# Margin comments on the Kirkwood coupling formula and the Gibbs–Bogoliubov bounds

## 1. Beside the premises

The system is classical and in equilibrium at temperature $T$, with $\beta=1/k_BT$. A bath of $N$ particles, of species $j$ with number densities $\rho_j$, fills a volume $V$ and has potential energy $U_0$. One more particle, the solute, sits at $\mathbf r_0$ and interacts with the bath through $W$. Linear coupling means

$$U(\lambda)=U_0+\lambda W,\qquad Z(\lambda)=\int d\mathbf r_0\,d\mathbf r^N e^{-\beta U(\lambda)},\qquad A(\lambda)=-k_BT\ln Z(\lambda). \tag{1}$$

Momentum and counting factors do not depend on $\lambda$ and are left out of $A$. Averages $\langle\cdot\rangle_\lambda$ use the density $p_\lambda=e^{-\beta U(\lambda)}/Z(\lambda)$. The premise that usually goes unstated is that $Z(0)$ and $Z(1)$ are both finite and non-zero. It fails for point charges of opposite sign (comment 12).

## 2. Beside "the excess chemical potential is the coupling work"

Let the solute be of species $s$, with thermal wavelength $\Lambda$, and let the bath hold $N_s$ of its kind. Adding it multiplies the canonical partition function by $Z(1)/[Z_N\Lambda^3(N_s+1)]$, where $Z_N$ is the configuration integral of the bath alone. At $\lambda=0$ the integral over $\mathbf r_0$ is free, so $Z(0)=VZ_N$. Taking $\mu_s$ as the free-energy change on adding one particle,

$$\mu_s=k_BT\ln\frac{(N_s+1)\Lambda^3}{V}+\mu_{\rm ex},\qquad \mu_{\rm ex}=A(1)-A(0)=-k_BT\ln\langle e^{-\beta W}\rangle_0. \tag{2}$$

"Excess" therefore means relative to an ideal particle at the same number density. At constant pressure, replace $Z$ by $\Delta(\lambda)=\int dV\,e^{-\beta pV}Z(\lambda,V)$ and $A$ by $G=-k_BT\ln\Delta$. Then $\Delta(0)=\langle V\rangle\Delta_N$, with $\Delta_N$ and $\langle V\rangle$ taken for the bath alone, and (2) holds with $\langle V\rangle$ in place of $V$. Since $\lambda$ still enters only through $e^{-\beta\lambda W}$, everything below holds for $G$, with averages that include the volume.

## 3. Beside the differentiation

Differentiating under the integral needs a bound. For $\delta\le\lambda\le1-\delta$ with $\delta>0$, one has $|W|^ne^{-\beta\lambda W}\le C(1+e^{-\beta W})$ with a constant $C$. For $W>0$ the left side is at most $W^ne^{-\beta\delta W}$, which is bounded. For $W<0$ it is at most $|W|^ne^{-\beta\delta|W|}e^{-\beta W}$. The bounding function, weighted by $e^{-\beta U_0}$, integrates to $C[Z(0)+Z(1)]$. All moments of $W$ thus exist for $0<\lambda<1$, and

$$\frac{dA}{d\lambda}=-\frac{k_BT}{Z}\int(-\beta W)\,e^{-\beta U(\lambda)}=\langle W\rangle_\lambda. \tag{3}$$

The end points need a look. Because $e^{-\beta\lambda W}\le1+e^{-\beta W}$, limits pass under the integral. As $\lambda\to1$, $Z(\lambda)\to Z(1)$. As $\lambda\to0^+$, the factor $e^{-\beta\lambda W}$ tends to 1 where $W$ is finite and stays 0 where $W=+\infty$, so $Z(0^+)=P_0Z(0)$, with $P_0$ the probability at $\lambda=0$ that $W$ is finite. Hence

$$\mu_{\rm ex}=-k_BT\ln P_0+\int_0^1d\lambda\,\langle W\rangle_\lambda. \tag{4}$$

For $W$ finite almost everywhere $P_0=1$, and (4) is Kirkwood's formula of 1935. For a hard core the first term is the work of making the cavity, and the integral alone misses it.

## 4. Beside the pair form

Let $W=\sum_iu_{j(i)}(|\mathbf r_i-\mathbf r_0|)$, and define the solute–bath distribution function by $\rho_jg_j(\mathbf r;\lambda)=\langle\sum_{i\in j}\delta(\mathbf r-\mathbf r_i+\mathbf r_0)\rangle_\lambda$. Inserting the delta function into $\langle W\rangle_\lambda$ gives, for $P_0=1$,

$$\mu_{\rm ex}=\sum_j\rho_j\int_0^1d\lambda\int d^3r\,u_j(r)\,g_j(r;\lambda). \tag{5}$$

Only $W$ has to be pairwise additive, while $U_0$ may hold any many-body terms. The potential under the integral is the full $u_j$, not $\lambda u_j$. The function $g_j$ belongs to the partly coupled solute in a bath that keeps its full interactions.

## 5. Beside the second derivative

Write $\langle W\rangle_\lambda=\int We^{-\beta U}/Z$. The numerator contributes $-\beta\langle W^2\rangle_\lambda$ to the derivative. The denominator contributes $-\langle W\rangle_\lambda Z'/Z=+\beta\langle W\rangle^2_\lambda$. So

$$\frac{d^2A}{d\lambda^2}=-\beta\,\sigma^2_\lambda\le0,\qquad\sigma^2_\lambda=\langle W^2\rangle_\lambda-\langle W\rangle^2_\lambda. \tag{6}$$

The variance is that of the coupling energy $W$, not of the total energy. The integrand of (4) never rises with $\lambda$, so its integral over a unit interval lies between its end values:

$$\langle W\rangle_1\le\mu_{\rm ex}\le\langle W\rangle_0. \tag{7}$$

Two integrations by parts say how much room is left. With $P_0=1$ and finite end values, $\int_0^1A'd\lambda=A'(1)-\int_0^1\lambda A''d\lambda=A'(0)+\int_0^1(1-\lambda)A''d\lambda$, which gives

$$\mu_{\rm ex}-\langle W\rangle_1=\beta\int_0^1\lambda\,\sigma_\lambda^2\,d\lambda,\qquad\langle W\rangle_0-\mu_{\rm ex}=\beta\int_0^1(1-\lambda)\,\sigma^2_\lambda\,d\lambda. \tag{8}$$

A variance that does not depend on $\lambda$ makes both gaps $\beta\sigma^2/2$ and puts $\mu_{\rm ex}$ at the midpoint. A variance that grows with $\lambda$ puts $\mu_{\rm ex}$ above the midpoint. For $P_0<1$ the first term of (4) adds to the lower gap, $\mu_{\rm ex}-\langle W\rangle_1=-k_BT\ln P_0+\beta\int_0^1\lambda\,\sigma_\lambda^2\,d\lambda$, and the upper gap is infinite. A pure hard core, with $W=0$ or $\infty$, has $\langle W\rangle_\lambda=\sigma_\lambda=0$ for $\lambda>0$, and its whole lower gap is $-k_BT\ln P_0$.

The same monotony brackets a calculation in $M$ equal windows. The left and right Riemann sums of (4) are upper and lower bounds, and they differ by $(\langle W\rangle_0-\langle W\rangle_1)/M$.

## 6. Beside the bounds, which need no path

For a path that is not linear, (3) becomes $A'=\langle\partial_\lambda U\rangle_\lambda$, and (6) becomes $A''=\langle\partial^2_\lambda U\rangle_\lambda-\beta\,{\rm var}(\partial_\lambda U)$, which may have either sign. Concavity is then lost, but (7) survives with $W=U(1)-U(0)$, because it concerns only the end states. Jensen's inequality $\langle e^X\rangle\ge e^{\langle X\rangle}$ applied to (2) gives $e^{-\beta\mu_{\rm ex}}\ge e^{-\beta\langle W\rangle_0}$, the upper bound. In the other direction $\langle e^{\beta W}\rangle_1=P_0Z(0)/Z(1)\le e^{\beta\mu_{\rm ex}}$, and Jensen's inequality gives $e^{\beta\langle W\rangle_1}\le e^{\beta\mu_{\rm ex}}$, the lower bound, which thus holds with a hard core too.

The gaps have a meaning. From (1) and (2), $\ln(p_1/p_0)=-\beta(W-\mu_{\rm ex})$, so

$$\beta(\mu_{\rm ex}-\langle W\rangle_1)=\langle\ln(p_1/p_0)\rangle_1,\qquad\beta(\langle W\rangle_0-\mu_{\rm ex})=\langle\ln(p_0/p_1)\rangle_0. \tag{9}$$

Each is a relative entropy. It vanishes only if $p_0=p_1$, that is, if $W$ is constant and the bath does not respond.

## 7. Beside repulsive cores

Take $u=\epsilon(d/r)^n$ with $n>3$ in a one-component bath of density $\rho$, dilute enough that $g=e^{-\beta\lambda u}$. With $x=\beta u$ one has $r^3=d^3(\beta\epsilon)^{3/n}x^{-3/n}$ and $r^2|dr|=d^3(\beta\epsilon)^{3/n}x^{-3/n-1}dx/n$, so

$$\beta\langle W\rangle_\lambda=\frac{4\pi}{n}\rho d^3(\beta\epsilon)^{3/n}\,\Gamma(1-3/n)\,\lambda^{3/n-1}. \tag{10}$$

For $n=12$ this diverges as $\lambda^{-3/4}$. The upper bound in (7) is infinite and empty, yet the integral converges to $\beta\mu_{\rm ex}=\frac{4\pi}{3}\rho d^3(\beta\epsilon)^{3/n}\Gamma(1-3/n)$. As $n\to\infty$ the weight collapses onto $\lambda=0$ and the value tends to $\frac{4\pi}3\rho d^3$. This is the jump $-\ln P_0$ of (4) for uncorrelated particles, whose chance of leaving a sphere of radius $d$ empty is $e^{-4\pi\rho d^3/3}$. The practical rule is to couple in two stages, the core first and the electrostatics second, and to apply (7) to the second stage.

## 8. Beside "apply it to an ion"

The solvent is a continuum of relative permittivity $\varepsilon_r$. The bath is the set of ions with valences $z_j$ and $\sum_j\rho_jz_j=0$. The solute carries the charge $\lambda ze$ while all other ions keep theirs (Güntelberg charging), so the coupling is linear:

$$\beta u_j=\frac{zz_j\ell_B}{r},\qquad\ell_B=\frac{e^2}{4\pi\varepsilon_0\varepsilon_rk_BT},\qquad\kappa^2=4\pi\ell_B\sum_j\rho_jz_j^2. \tag{11}$$

Three conventions hide here. First, the self-energy of the solute, proportional to $\lambda^2$, is excluded. It is the same at infinite dilution, and $\mu_{\rm ex}=k_BT\ln\gamma$ is counted from that state on the molar scale, at fixed chemical potential of the solvent (the McMillan–Mayer level). Second, each term of (5) diverges at large $r$. The species must be summed first, and neutrality then replaces $g_j$ by $h_j=g_j-1$. Third, in a closed vessel of size $L$ the atmosphere collects the charge $-\lambda ze$, and the opposite charge is left at the walls, where it shifts $\beta\langle W\rangle$ by $O(\ell_B/L)$, which vanishes for large $L$. A potential step at the boundary would add a term linear in $z$, which cancels in the mean over the ions of a neutral salt. If cations and anions differ only in the sign of the charge, reversing all bath charges maps $\lambda$ to $-\lambda$. Then $A$ is even in $\lambda$ and $\langle W\rangle_0=0$ exactly.

## 9. Beside the Debye–Hückel integrand

Let $\psi=\beta e\phi$ be the mean potential about the solute. Poisson's equation is exact for it: $\nabla^2\psi=-4\pi\ell_B[\lambda z\,\delta(\mathbf r)+\sum_jz_j\rho_jh_j]$. The approximation of Debye and Hückel (1923) is the closure $h_j=-z_j\psi$, which gives $\nabla^2\psi=\kappa^2\psi$ for $r>0$. The solution that decays, and whose flux at the origin matches the charge, is $\psi=\lambda z\ell_Be^{-\kappa r}/r$. Here $\kappa$ does not depend on $\lambda$, since it is a property of the bath. Then

$$\beta\langle W\rangle_\lambda=-\sum_j\rho_jz_j^2\int_0^\infty4\pi r^2\,\frac{z\ell_B}{r}\,\frac{\lambda z\ell_Be^{-\kappa r}}{r}\,dr=-\lambda z^2\ell_B\kappa^2\int_0^\infty e^{-\kappa r}dr=-\lambda z^2\ell_B\kappa, \tag{12}$$

$$\beta\mu_{\rm ex}=-\tfrac12z^2\ell_B\kappa,\qquad-z^2\ell_B\kappa\le\beta\mu_{\rm ex}\le0. \tag{13}$$

The factor $\tfrac12$ of the limiting law is $\int_0^1\lambda\,d\lambda$.

The bounds (7) are theorems about exact averages, and an approximate $g$ need not obey them. They hold here because the closure is exact for a definite ensemble. Let $q_{\mathbf k}=\sum_iz_ie^{-i\mathbf k\cdot\mathbf r_i}$ and $\rho_z=\sum_j\rho_jz_j^2$. Uncorrelated ions have $\langle|q_{\mathbf k}|^2\rangle=V\rho_z$. Take the $q_{\mathbf k}$ as Gaussian variables with that variance, and weight them by the Coulomb energy $\beta U_0=\sum_{\mathbf k\ne0}4\pi\ell_B|q_{\mathbf k}|^2/(2Vk^2)$. The inverse variances add, $1/\rho_z+4\pi\ell_B/k^2$, so $\langle|q_{\mathbf k}|^2\rangle_0=V\rho_zk^2/(k^2+\kappa^2)$. With the solute at the origin $\beta W=(z/V)\sum_{\mathbf k\ne0}4\pi\ell_Bq_{\mathbf k}/k^2$, and

$$\beta^2\sigma_0^2=z^2\int\frac{d^3k}{(2\pi)^3}\left(\frac{4\pi\ell_B}{k^2}\right)^2\frac{\rho_zk^2}{k^2+\kappa^2}=\frac{2z^2\ell_B\kappa^2}{\pi}\int_0^\infty\frac{dk}{k^2+\kappa^2}=z^2\ell_B\kappa. \tag{14}$$

A term linear in Gaussian variables shifts their means and leaves their covariance alone, so $\sigma_\lambda=\sigma_0$. Equation (6) then returns the slope of (12), from a calculation in which the solute carries no charge at all.

## 10. Beside "half the interaction is spent on the atmosphere"

The lower gap in (9), $\tfrac12z^2\ell_B\kappa$, splits in two. Since $\mu_{\rm ex}=\Delta E-T\Delta S$ with $\Delta E=\langle W\rangle_1+\langle U_0\rangle_1-\langle U_0\rangle_0$, the gap is the reorganisation energy of the bath plus $-T\Delta S$. The atmosphere has the charge density $-z\kappa^2e^{-\kappa r}/4\pi r$, in units of $e$, and makes the potential $\psi-z\ell_B/r$. Its fluctuations do not change in the Gaussian ensemble, so the reorganisation energy is the self-repulsion of the mean cloud. The entropy loss is $\sum_j\rho_j\int(g_j\ln g_j-h_j)\,d^3r$ to second order in $h_j$:

$$\beta\Delta\langle U_0\rangle=\tfrac12z^2\ell_B\kappa^2\int_0^\infty e^{-\kappa r}(1-e^{-\kappa r})\,dr=\tfrac14z^2\ell_B\kappa,\qquad-\frac{\Delta S}{k_B}=\tfrac12\sum_j\rho_j\int h_j^2\,d^3r=\tfrac14z^2\ell_B\kappa. \tag{15}$$

So $\beta\Delta E=-\tfrac34z^2\ell_B\kappa$. This agrees with $\Delta E=\partial(\beta\mu_{\rm ex})/\partial\beta=\tfrac32\mu_{\rm ex}$, since $\ell_B\kappa\propto(\beta/\varepsilon_r)^{3/2}$ at fixed density. That holds for constant $\varepsilon_r$. In a real solvent $u_j$ is a potential of mean force, and the same derivative gives $\Delta E=\tfrac32\mu_{\rm ex}(1+d\ln\varepsilon_r/d\ln T)$. The bounds stay valid at each temperature, but $\langle W\rangle_1$ is then no calorimetric energy.

## 11. Beside the other charging process

If all ions are charged together (Debye charging), the linear parameter is $\xi$ in $U(\xi)=\xi U$, with $U$ the full Coulomb energy and charges proportional to $\sqrt\xi$. Take a 1:1 salt with total ion density $\rho$, so that $\kappa^2=4\pi\ell_B\rho$. Now $h_{ij}=-\xi z_iz_j\ell_Be^{-\kappa_\xi r}/r$ with $\kappa_\xi=\sqrt\xi\,\kappa$. The integral of (12), halved to count each pair once, gives per ion

$$\frac{\beta\langle U\rangle_\xi}{N}=-\frac{\xi\ell_B\kappa^2}{2\kappa_\xi}=-\tfrac12\sqrt\xi\,\ell_B\kappa,\qquad\frac{\beta A_{\rm ex}}{N}=-\tfrac13\ell_B\kappa,\qquad\frac{\beta A_{\rm ex}}{V}=-\frac{\kappa^3}{12\pi}. \tag{16}$$

The result lies between $-\tfrac12\ell_B\kappa$ and 0, but below the midpoint. By (6) the variance per ion is $\beta^2\sigma^2_\xi/N=\ell_B\kappa/4\sqrt\xi$, which falls with $\xi$ and diverges at $\xi=0$, where nothing screens. Equation (8) gives the gaps $\tfrac16\ell_B\kappa$ and $\tfrac13\ell_B\kappa$, as it must. The two routes agree on $\mu_{\rm ex}$: $\partial(-\kappa^3/12\pi)/\partial\rho_s=-(\kappa/8\pi)\,\partial\kappa^2/\partial\rho_s=-\tfrac12\ell_B\kappa$. The bound $\langle U\rangle_1/N$ and $\mu_{\rm ex}$ coincide in value, but they belong to different coupling processes.

## 12. Beside the words "point ion"

For a true point solute and discrete counter-ions, $Z(\lambda)$ contains $\int r^2e^{\lambda\ell_B/r}dr$, which diverges at $r=0$ for every $\lambda>0$. The premise of comment 1 fails, and only the Gaussian ensemble gives the point ion a finite free energy. To see what that ensemble omits, take $|z|=1$ in a 1:1 salt and give all pairs a distance of closest approach $a$. Three terms appear at first order in $\rho$.

The cavity term, from comment 7, is $\beta\mu_{\rm cav}=\frac{4\pi}3\rho a^3$. For this stage (7) reads $0\le\mu_{\rm cav}\le\infty$.

The size term comes from the closure applied at $r>a$ only. Matching the flux at $a$ to the charge gives $\psi=\lambda z\ell_Be^{-\kappa(r-a)}/[(1+\kappa a)r]$, the integral in (12) gives $-\lambda\ell_B\kappa/(1+\kappa a)$, and the charging work is $-\ell_B\kappa/[2(1+\kappa a)]=-\tfrac12\ell_B\kappa+\tfrac12\ell_B\kappa^2a-\dots$

The non-Gaussian term follows from uncorrelated ions outside $a$, for which $\ln\langle e^{-\beta\lambda W}\rangle_0=\rho\int_{r>a}[\cosh(\lambda\ell_B/r)-1]\,d^3r$. The $\lambda^2$ part diverges at large $r$ and is the part that screening turned into the terms above. The higher parts converge without screening, so they are correct at order $\rho$ as they stand. With $b=\ell_B/a$ and $4\pi\rho=\kappa^2/\ell_B$, termwise integration gives the charging work and, by (3), the lower bound:

$$\beta\mu_{\rm ch}(\lambda)=-\tfrac12\lambda^2\ell_B\kappa(1-\kappa a)-J(\lambda),\qquad J(\lambda)=(\kappa a)^2\sum_{n=4,6,\dots}\frac{\lambda^nb^{\,n-1}}{(n-3)\,n!}, \tag{17}$$

$$\beta\langle W\rangle_1=-\ell_B\kappa(1-\kappa a)-J'(1). \tag{18}$$

All terms of $J$ are positive, so the variance grows with $\lambda$, and $J'(1)\ge4J(1)$ places $\mu_{\rm ch}$ above the midpoint. As $a\to0$, $J$ grows like $e^{b}$. The fourth cumulant of $\beta W$ is $24$ times the $\lambda^4$ coefficient, $\kappa^2\ell_B^3/a$. Its ratio to the squared variance $(\ell_B\kappa)^2$ is $b$, which does not shrink on dilution. The distribution of $W$ keeps its heavy tails, and the limiting law becomes exact for another reason: the ratio of the quartic to the quadratic term, $\kappa\ell_B^2/12a$, vanishes as $\sqrt\rho$.

The next order can be sized from two of its pieces. One is the remainder of $1/(1+\kappa a)$. The other is the screening of $J$. For $z=1$ the functional $\beta F=\lambda\psi(0)-\int d^3r\,[|\nabla\psi|^2/8\pi\ell_B+\rho\,\Theta(r-a)(\cosh\psi-1)]$, with the step function $\Theta$ and the self-energy dropped, is stationary at the Poisson–Boltzmann equation $\nabla^2\psi=\kappa^2\sinh\psi$ outside $a$, and $\beta\,dF/d\lambda=\psi(0)$. Stationarity means that the quartic term changes $\beta F$ at first order by $-\rho\int_{r>a}\psi^4d^3r/24$, taken with the linear $\psi$. For $\psi\approx\ell_Be^{-\kappa r}/r$ this is the $n=4$ term of $-J$ times $E_2(4\kappa a)$, where $E_2(x)=\int_1^\infty e^{-xt}t^{-2}dt$.

## 13. Range of validity

Equations (3), (4), (6), (7) and (9) are exact for classical equilibrium ensembles, canonical or isobaric and of any size, if $Z(0)$ and $Z(1)$ are finite. Equation (5) adds a pairwise $W$ and $P_0=1$, and (8) adds $P_0=1$ and finite end values $\langle W\rangle_0$ and $\langle W\rangle_1$. Equations (6) and (8) need linear coupling, whereas (7) and (9) do not. The averages must be equilibrium ones at each $\lambda$, which excludes paths on which the bath stays trapped in a metastable state. The upper bound is empty for cores as steep as $r^{-3}$ or steeper. The bounds are tight only if $\beta\sigma\ll1$, or after division into windows. Equations (12) to (16) are exact for the Gaussian ensemble. For ions with a core they are the leading term as $\rho\to0$, and they require $\kappa a\ll1$, $\kappa\ell_B\ll1$ and $J\ll\tfrac12\ell_B\kappa$. The continuum solvent is a separate assumption, weakest at separations of a few water diameters or less.

## 14. Numerical illustration: 0.01 M NaCl in water

The inputs are $T=298.15$ K, $c=0.01$ mol L$^{-1}$ of each ion, and $\varepsilon_r=78.4$, a typical value for water. The permittivity is that of the solvent, and no property of the salt crystal enters. Intermediate values are carried unrounded. Then $RT=2.479$ kJ mol$^{-1}$, $\ell_B=7.149$ Å, $\rho=1.204\times10^{-5}$ Å$^{-3}$, $\kappa^{-1}=30.40$ Å and $\ell_B\kappa=0.2351$.

For the point ion in the Gaussian atmosphere the model gives, per mole of ions:

| quantity | units of $k_BT$ | kJ mol$^{-1}$ |
|---|---|---|
| upper bound $\langle W\rangle_0$ | 0 | 0 |
| $\mu_{\rm ex}$ | $-0.1176$ | $-0.291$ |
| lower bound $\langle W\rangle_1$ | $-0.2351$ | $-0.583$ |
| spread $\sigma$ | $0.485$ | $1.20$ |
| each term of (15) | $0.0588$ | $0.146$ |
| $\Delta E$ at constant $\varepsilon_r$ | $-0.176$ | $-0.437$ |

The bounds confine the activity coefficient to $0.790\le\gamma\le1$, and the coupling integral gives $\gamma=0.889$, or $\log_{10}\gamma=-0.511\sqrt{c/({\rm mol\,L^{-1}})}$. Ten windows would narrow the bracket on $\beta\mu_{\rm ex}$ to $0.0235$. At a fully charged cation the atmosphere makes a mean potential of $-6.04$ mV with a spread of $12.5$ mV, about twice the shift. With an approximate $d\ln\varepsilon_r/d\ln T=-1.37$ for water, $\Delta E$ at fixed concentration changes sign and becomes $+0.16$ kJ mol$^{-1}$. Debye charging gives $\beta A_{\rm ex}/N=-0.0784$.

The approximation supports fewer figures for discrete ions. A sphere of radius $\kappa^{-1}$ holds only $1/(3\ell_B\kappa)=1.4$ ions on average. The linear $g$ of the co-ions is negative where $\ell_Be^{-\kappa r}>r$, that is for $r<5.89$ Å, and this region supplies the fraction $1-e^{-\kappa r}$, or 18 per cent, of the integral (12). Equations (17) and (18) give the following, in units of $k_BT$, for two illustrative distances of closest approach in the range typical of small ions in water.

| term | $a=3$ Å | $a=4$ Å |
|---|---|---|
| size, $\tfrac12\ell_B\kappa^2a$ | $+0.0116$ | $+0.0155$ |
| non-Gaussian, $-J(1)$ | $-0.0059$ | $-0.0043$ |
| charging work $\mu_{\rm ch}$ | $-0.112$ | $-0.106$ |
| lower bound $\langle W\rangle_1$ | $-0.236$ | $-0.222$ |
| midpoint of the bounds | $-0.118$ | $-0.111$ |
| cavity, $\mu_{\rm cav}$ | $+0.0014$ | $+0.0032$ |
| total $\mu_{\rm ex}$ | $-0.110$ | $-0.103$ |

The totals lie 6 and 12 per cent above the point-ion value. At $a=1$ Å, $J(1)$ would already be $0.034$, the onset of the divergence. For $a=4$ Å one has $\kappa a=0.13$ and $b=1.8$, and the quartic term is $0.035$ of the limiting term. The next order at that $a$ is as large as the smaller entries. The remainder of $1/(1+\kappa a)$ is $-0.0018$. Screening multiplies the quartic term, $-0.0041$, by $E_2(0.53)=0.31$, a change of $+0.0028$. The third decimal of the totals is therefore uncertain by a few units. The model's result is $\beta\mu_{\rm ex}$ between $-0.10$ and $-0.11$, that is $-0.26$ to $-0.27$ kJ mol$^{-1}$, with $\gamma=0.90$ for either value of $a$.